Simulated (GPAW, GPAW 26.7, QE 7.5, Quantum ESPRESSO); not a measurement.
# Lattice parameters of hcp beryllium from PBE: effects of mesh, cutoff and potentials

## Experimental context

The reference is the hexagonal cell of beryllium metal from "Diffraction study of the electron density distribution in beryllium metal" (Acta Crystallographica, Section B 40 169 1984; Crystallography Open Database). The structure is hexagonal close-packed, space group P6₃/mmc, with two atoms in the primitive cell. Diffraction gives the two edges a and c; the volume per atom follows from them and is no independent third measurement. The temperature is not given with the values. We take room temperature as the most likely condition, which is our assumption. The axial ratio is about 1.57, well below the ideal value for packed spheres, so the two edges have to be judged separately: a calculation could reach the right volume with the wrong shape.

| compared with | measured | method |
| --- | --- | --- |
| a (Å) | 2.2853 | structure determination by diffraction |
| c (Å) | 3.5842 | structure determination by diffraction |
| volume per atom (Å³) | 8.1055 | from the measured cell |

Conditions are those given with the value in the passage it was taken from; "not stated" means there, and the paper may say more elsewhere. The values are a selection: others may have been left out beforehand as unlike or outlying.

## Aim and plan

We want both edges of the cell from a full relaxation of the non-magnetic metal, started from the measured structure and kept in its space group. Success means a and c within 1 % and the volume per atom within 2 %. The calculation describes a static lattice, whereas the measured edges contain thermal and zero-point expansion. For an element as light as beryllium this can approach one percent in length, so a tighter limit would test the missing vibrations as much as the functional. A sound static cell should be somewhat smaller than the measured one.

We go straight to PBE, a well-tried choice for simple metals. LDA is cheaper by little and usually binds too strongly, which would add to the contraction already expected from the static lattice. The Brillouin-zone mesh needs care, because beryllium has a low density of states at the Fermi level and a Fermi surface of small pieces. We therefore test mesh and cutoff first, then the potentials, and set one neighbouring functional beside PBE for scale.

System: Be (Beryllium); P6_3/mmc (no. 194), 2 atoms in the primitive cell; every run starts from the measured structure; structure from the Crystallography Open Database.

## 1. PBE with denser mesh and higher cutoff

We relax the cell with PBE at a production setting and repeat it twice, once with a denser k-mesh and once with higher wavefunction and density cutoffs. Each repeat changes one side of the numerical setting, so its effect on a and c can be read separately. We expect both edges slightly below experiment and changes between the three runs that are small against the 1 % limit.

**Run 1.** QE 7.5: PBE, Quantum ESPRESSO with GBRV 1.5 ultrasoft, non-magnetic, cell and ions relaxed, cutoff 544 eV, k-mesh 16×16×9, smearing 0.05 eV, density cutoff 3265 eV.

Key lines of the input:
```
&control
  calculation = 'vc-relax'
  forc_conv_thr = 3.89e-04
  etot_conv_thr = 1.0e-4
  nstep = 60
/
&system
  ecutwfc = 40
  ecutrho = 240
  occupations = 'smearing'
  smearing = 'fd'
  degauss = 0.00367
/
&electrons
  conv_thr = 1.0e-08
  mixing_beta = 0.4
  electron_maxstep = 120
/
&ions
/
&cell
  press_conv_thr = 0.15
/
ATOMIC_SPECIES
  Be 9.012 be_pbe_v1.4.uspp.F.UPF
[... cell and positions ...]
K_POINTS automatic
  16 16 9 0 0 0
```

Command:
```
OMP_NUM_THREADS=1 mpirun -n 4 pw.x -nk 4 -in pw.in > pw.x.log
```

Selected lines of the output:
```
          total   stress  (Ry/bohr**3)                   (kbar)     P=       -1.30
```

Converged; 8.2 s on 4 cores of Arm Neoverse V1, shared host. Warnings: at a cutoff that the series shows unconverged (an edge moves 0.13 % at a higher one).

**Run 2.** QE 7.5: PBE, Quantum ESPRESSO with GBRV 1.5 ultrasoft, non-magnetic, cell and ions relaxed, cutoff 544 eV, k-mesh 21×21×12, smearing 0.05 eV, density cutoff 3265 eV.

Key lines of the input, as changed from run 1:
```diff
  K_POINTS automatic
-   16 16 9 0 0 0
+   21 21 12 0 0 0
```

Converged; 18 s of wall time. Warnings: at a cutoff that the series shows unconverged (an edge moves 0.13 % at a higher one).

**Run 3.** QE 7.5: PBE, Quantum ESPRESSO with GBRV 1.5 ultrasoft, non-magnetic, cell and ions relaxed, cutoff 735 eV, k-mesh 16×16×9, smearing 0.05 eV, density cutoff 4408 eV.

Key lines of the input, as changed from run 1:
```diff
  &system
-   ecutwfc = 40
-   ecutrho = 240
+   ecutwfc = 54
+   ecutrho = 324
```

Selected lines of the output:
```
          total   stress  (Ry/bohr**3)                   (kbar)     P=        0.05
```

Converged; 12 s of wall time.

| quantity | run 1 | run 2 | run 3 | measured |
| --- | --- | --- | --- | --- |
| a (Å) | 2.2662 | 2.2631 | 2.2693 | 2.2853 |
| c (Å) | 3.5591 | 3.5677 | 3.5631 | 3.5842 |
| volume per atom (Å³) | 7.9152 | 7.9125 | 7.9453 | 8.1055 |
| largest shift (Å) | 1.3e-08 | 1.29e-08 | 1.3e-08 |  |
| pressure (GPa) | −0.130 | −0.127 | 0.005 |  |

All three cells are smaller than the measured one, and both edges lie within 1 % in every run. The volume is less clear: it misses by 2.3 to 2.4 % in the two runs at the lower cutoff and falls just inside the 2 % limit at the higher one. That margin is too thin to settle the matter.

Raising the cutoffs lengthens a by 0.0031 Å and c by 0.0040 Å, so the lower setting is not converged at the level of a tenth of a percent. The pressure left on the fresh basis also shrinks in size, from −1.30 to 0.05 kbar, but this reflects the change in Pulay stress and does not prove the higher cutoff converged.

The denser mesh acts differently. It shortens a by 0.0031 Å and lengthens c by 0.0086 Å, while the volume hardly moves. The change in c is about a quarter of our limit, more than we had expected. The axial ratio is therefore less secure than the volume as far as the mesh is concerned.

## 2. Other potentials and a neighbouring functional

With the volume so close to its limit, the potential has to be checked before the functional is judged. We repeat PBE with norm-conserving potentials at a much higher cutoff, and again with PAW setups in GPAW. Both keep the first mesh, so they test the description of the atom and the basis, not the mesh-sensitive axial ratio. We expect them to stay within a few tenths of a percent of the ultrasoft edges.

For scale we add RPBE in GPAW, with the same cutoff and mesh as the PBE run there. It usually gives larger cells than PBE, and the pair will show how far a change of gradient correction moves the edges of this metal.

**Run 4.** QE 7.5: PBE, Quantum ESPRESSO with PseudoDojo 0.4.1 norm-conserving, non-magnetic, cell and ions relaxed, cutoff 1143 eV, k-mesh 16×16×9, smearing 0.05 eV, one cutoff for all elements, untested, density cutoff 4572 eV.

Key lines of the input, as changed from run 1:
```diff
  &system
-   ecutwfc = 40
-   ecutrho = 240
+   ecutwfc = 84
+   ecutrho = 336
  ATOMIC_SPECIES
-   Be 9.012 be_pbe_v1.4.uspp.F.UPF
+   Be 9.012 Be.upf
```

Selected lines of the output:
```
          total   stress  (Ry/bohr**3)                   (kbar)     P=       -0.56
```

Converged; 14 s of wall time.

**Run 5.** GPAW 26.7: PBE, GPAW with GPAW PAW setups, non-magnetic, cell and ions relaxed, cutoff 700 eV, k-mesh 16×16×9, smearing 0.05 eV.

Key lines of the input:
```
atoms.calc = GPAW(mode=PW(700), xc="PBE", kpts={"size": (16, 16, 9), "gamma": True},
                  occupations=FermiDirac(0.05), convergence={"density": 1e-6}, maxiter=150, txt="gpaw.txt")
atoms.set_constraint(FixSymmetry(atoms))
opt = BFGS(FrechetCellFilter(atoms), trajectory="relax.traj")
done = opt.run(fmax=0.01, steps=60)
```

Command:
```
OMP_NUM_THREADS=1 mpirun -n 4 gpaw python run.py > run.log
```

Selected lines of the output:
```
pressure (GPa): 0.013
```

Converged; 15 s of wall time.

**Run 6.** GPAW 26.7: RPBE, GPAW with GPAW PAW setups, non-magnetic, cell and ions relaxed, cutoff 700 eV, k-mesh 16×16×9, smearing 0.05 eV.

Key lines of the input, as changed from run 5:
```diff
- atoms.calc = GPAW(mode=PW(700), xc="PBE", kpts={"size": (16, 16, 9), "gamma": True},
+ atoms.calc = GPAW(mode=PW(700), xc="RPBE", kpts={"size": (16, 16, 9), "gamma": True},
```

Selected lines of the output:
```
pressure (GPa): 0.023
```

Converged; 14 s of wall time.

| quantity | run 4 | run 5 | run 6 | measured |
| --- | --- | --- | --- | --- |
| a (Å) | 2.2705 | 2.2760 | 2.2962 | 2.2853 |
| c (Å) | 3.5652 | 3.5710 | 3.6041 | 3.5842 |
| volume per atom (Å³) | 7.9582 | 8.0103 | 8.2286 | 8.1055 |
| largest shift (Å) | 1.3e-08 | 1.31e-10 | 1.33e-10 |  |
| pressure (GPa) | −0.056 | 0.013 | 0.023 |  |

Both new PBE cells meet all three limits. With the norm-conserving potentials the volume is about 1.8 % below experiment, and with the PAW setups 1.2 %. The edges are short by 0.5 to 0.7 % and by about 0.4 %, respectively.

The norm-conserving edges lie within about 0.001 to 0.002 Å of the ultrasoft ones at the higher cutoff. The PAW cell is larger than that ultrasoft cell by 0.0067 Å in a and 0.0079 Å in c, or 0.8 % in volume. The pressure left in the PAW run is far too small to explain this in so stiff a metal. Potentials, basis and program all change together here, so the runs do not isolate the source. The spread is small for the edges but matters for a volume close to its limit.

RPBE enlarges the PAW cell by 0.0202 Å in a and 0.0331 Å in c, clearly more than the change of potentials does. It also meets the limits, but from above: its static cell already exceeds the measured one, and zero-point and thermal expansion would carry it further away. For PBE the same expansion works against the miss. The similar size of the two errors therefore does not make the two functionals equally good for this metal.

## Overview

| run | settings | a (Å) | c (Å) | volume per atom (Å³) | cost |
| --- | --- | --- | --- | --- | --- |
| 1 | QE: PBE, Quantum ESPRESSO with GBRV 1.5 ultrasoft, cutoff 544 eV, k-mesh 16×16×9, density cutoff 3265 eV | 2.2662 | 3.5591 | 7.9152 | under 1 core-min |
| 2 | QE: PBE, Quantum ESPRESSO with GBRV 1.5 ultrasoft, cutoff 544 eV, k-mesh 21×21×12, density cutoff 3265 eV | 2.2631 | 3.5677 | 7.9125 | 70 core-s |
| 3 | QE: PBE, Quantum ESPRESSO with GBRV 1.5 ultrasoft, cutoff 735 eV, k-mesh 16×16×9, density cutoff 4408 eV | 2.2693 | 3.5631 | 7.9453 | under 1 core-min |
| 4 | QE: PBE, cutoff 1143 eV, k-mesh 16×16×9, one cutoff for all elements, untested, density cutoff 4572 eV | 2.2705 | 3.5652 | 7.9582 | under 1 core-min |
| 5 | GPAW: PBE, GPAW with GPAW PAW setups, cutoff 700 eV, k-mesh 16×16×9 | 2.2760 | 3.5710 | 8.0103 | under 1 core-min |
| 6 | GPAW: RPBE, GPAW with GPAW PAW setups, cutoff 700 eV, k-mesh 16×16×9 | 2.2962 | 3.6041 | 8.2286 | under 1 core-min |
|  | measured | 2.2853 | 3.5842 | 8.1055 |  |

Further runs on the same system, made beside this series (convergence steps with loose settings among them):

| further | settings | a (Å) | c (Å) | volume per atom (Å³) | cost | status |
| --- | --- | --- | --- | --- | --- | --- |
| F1 | QE: PBEsol, Quantum ESPRESSO with GBRV 1.5 ultrasoft, cutoff 544 eV, k-mesh 16×16×9, density cutoff 3265 eV | 2.2586 | 3.5506 | 7.8431 | under 1 core-min | warnings: at a cutoff that the series shows unconverged (an edge moves 0.13 % … |
| F2 | QE: PBE-D3(BJ), Quantum ESPRESSO with GBRV 1.5 ultrasoft, cutoff 544 eV, k-mesh 16×16×9, density cutoff 3265 eV | 2.2198 | 3.4953 | 7.4579 | under 1 core-min | warnings: at a cutoff that the series shows unconverged (an edge moves 0.13 % …; residual pressure -0.38 GPa on a fresh basis |
| F3 | QE: vdW-DF-cx, Quantum ESPRESSO with GBRV 1.5 ultrasoft, cutoff 544 eV, k-mesh 16×16×9, potentials made with PBE, density cutoff 3265 eV | 2.2861 | 3.5850 | 8.1132 | 86 core-s | warnings: at a cutoff that the series shows unconverged (an edge moves 0.13 % … |
| F4 | QE: rev-vdW-DF2, Quantum ESPRESSO with GBRV 1.5 ultrasoft, cutoff 544 eV, k-mesh 16×16×9, potentials made with PBE, density cutoff 3265 eV | 2.2678 | 3.5566 | 7.9203 | 99 core-s | warnings: at a cutoff that the series shows unconverged (an edge moves 0.13 % … |
| F5 | QE: rVV10, Quantum ESPRESSO with GBRV 1.5 ultrasoft, cutoff 544 eV, k-mesh 16×16×9, potentials made with PBE, density cutoff 3265 eV | 2.2567 | 3.5505 | 7.8293 | under 1 core-min | warnings: at a cutoff that the series shows unconverged (an edge moves 0.13 % …; residual pressure -0.18 GPa on a fresh basis |
| F6 | QE: LDA, Quantum ESPRESSO with GBRV 1.5 ultrasoft, cutoff 544 eV, k-mesh 16×16×9, density cutoff 3265 eV | 2.2290 | 3.5069 | 7.5450 | under 1 core-min | warnings: at a cutoff that the series shows unconverged (an edge moves 0.13 % …; residual pressure -0.35 GPa on a fresh basis |
| F7 | QE: PBE, Quantum ESPRESSO with GBRV 1.5 ultrasoft, cutoff 544 eV, k-mesh 8×8×4, density cutoff 3265 eV | 2.2517 | 3.6002 | 7.9038 | under 1 core-min | warnings: at a cutoff that the series shows unconverged (an edge moves 0.13 % … |
| F8 | QE: PBE, Quantum ESPRESSO with GBRV 1.5 ultrasoft, cutoff 544 eV, k-mesh 12×12×7, density cutoff 3265 eV | 2.2635 | 3.5647 | 7.9084 | under 1 core-min | warnings: at a cutoff that the series shows unconverged (an edge moves 0.13 % … |
| F9 | GPAW: LDA, GPAW with GPAW PAW setups, cutoff 700 eV, k-mesh 16×16×9 | 2.2390 | 3.5194 | 7.6395 | 95 core-s |  |
|  | measured | 2.2853 | 3.5842 | 8.1055 |  |  |

## Assessment

PBE meets the target for both edges in every run of the series, but for the volume the margin depends on the potentials. With the PAW setups in GPAW, a and c are about 0.4 % short and the volume is 1.2 % low, at under one core-minute. The norm-conserving run also passes, with a volume much closer to the limit. The ultrasoft run at the higher cutoff passes only narrowly on volume, and the two at the lower cutoff miss that limit.

The cutoff test and the change of potentials mattered most, because they move the volume by amounts comparable with its margin. The PAW volume is 0.8 % above that of the better ultrasoft run, and the runs shown do not isolate the cause. The mesh chiefly affects the shape: in the ultrasoft series c changes unevenly from mesh to mesh while the volume hardly moves. Tests of mesh and cutoff for the PAW and norm-conserving runs are not shown in this report.

The remaining PBE error has the sign expected for a static lattice. Zero-point and thermal expansion, up to about one percent in length for so light an element, could account for it or even overshoot. Their size for this metal is not shown in this report, so the static comparison alone does not give the functional's own error. RPBE is already too large before any expansion. The close match of vdW-DF-cx is best read as chance: it leaves no room for expansion and was obtained at the unconverged lower cutoff.

LDA gives edges about 2 % or more too short, which supports skipping it. Adding D3(BJ) to PBE shrinks the volume to 8 % below experiment, so this correction does not suit the metal.

The temperature is not stated with the measured values, but two other database entries agree with its edges within 0.3 %, which gives no reason to doubt the reference.

[Logs are printed without paths, hosts, clocks, repeated set-up lines and the standing remarks that a program may print on its own settings, such as how far it seeks lower states.]

[The runs shown are a pick from a larger set of finished runs; failed, doubtful and other runs were left out of it ahead of writing. So were measured values far from every level or from commonly accepted values, and agreement can look better than it is. Lines of input and output are excerpts and may be shortened.]
